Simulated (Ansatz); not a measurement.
## Dissociation curves of [B2H5]− (SMILES B[BH3-])

[B2H5]− has 7 atoms, charge -1, and is taken as a singlet. As SMILES, `B[BH3-]`. The shape is that of a GFN2-xTB optimisation.

```xyz
7

B     0.2100   -0.8136    0.4743
B    -0.1199    0.6135   -0.3494
H     1.2622   -1.1283    0.9690
H    -0.6063   -1.6782    0.6575
H    -0.5315    0.3716   -1.4951
H    -1.0422    1.2301    0.2075
H     0.8278    1.4050   -0.4638
```

The B1–H4 distance is scanned; the parts on either side stay rigid. Basis STO-3G, 2 core orbitals frozen in the correlated methods; program Ansatz 0.2.0. FCI is exact within this basis and core. Energies in eV from each method's value at 1.203 Å; methods without a U are spin-restricted. The set has no diffuse functions, which an anion needs. The shape above is that at 1.203 Å.

| distance (Å) | SVWN5 | BHLYP | RPA@PBE | CCSD | CCSD(T) | BCCD(T) | CCSDT(Q) | FCI |
| --- | --- | --- | --- | --- | --- | --- | --- | --- |
| 1.203 | 0.00 | 0.00 | 0.00 | 0.00 | 0.00 | 0.00 | 0.00 | 0.00 |
| 1.504 | 0.86 | 1.02 | 0.78 | 0.85 | 0.84 | 0.84 | 0.84 | 0.84 |
| 1.805 | 2.31 | 2.70 | 2.21 | 2.33 | 2.32 | 2.32 | 2.31 | 2.31 |
| 2.406 | 4.90 | 5.74 | 4.66 | 4.75 | 4.66 | 4.68 | 4.67 | 4.67 |
| 3.008 | 6.43 | 7.63 | 5.79 | 5.71 | 5.36 | 5.56 | 5.59 | 5.57 |

Departure from the FCI curve at its largest: SVWN5 +0.86 eV at 3.01 Å; BHLYP +2.06 eV at 3.01 Å; RPA@PBE +0.22 eV at 3.01 Å; CCSD +0.15 eV at 3.01 Å; CCSD(T) -0.21 eV at 3.01 Å; BCCD(T) +0.01 eV at 2.41 Å; CCSDT(Q) +0.02 eV at 3.01 Å. Restricted functionals keep the electrons paired too, and rise too high.

Stretching this terminal B–H bond turns a single-reference problem into a two-configuration one: as σ and σ* approach degeneracy, the doubly excited σ*² configuration gains weight. Up to 1.805 Å the coupled-cluster curves nearly coincide with FCI; by 3.008 Å they separate. CCSD lies too high because it lacks connected triples, whereas CCSD(T) falls too low, since its perturbative triples correction overshoots as the orbital energy denominators shrink. BCCD(T) stays close to FCI, which suggests that much of the CCSD(T) error comes from the Hartree–Fock reference orbitals rather than from the perturbative treatment alone. BHLYP overshoots far more than SVWN5, probably because its large share of exact exchange removes the semilocal exchange that partly mimics left–right correlation. RPA@PBE starts below FCI and ends above it, so its close match at 2.406 Å reflects a crossing rather than uniform accuracy. The FCI curve is still climbing at the last point, so no dissociation energy can be read from it.
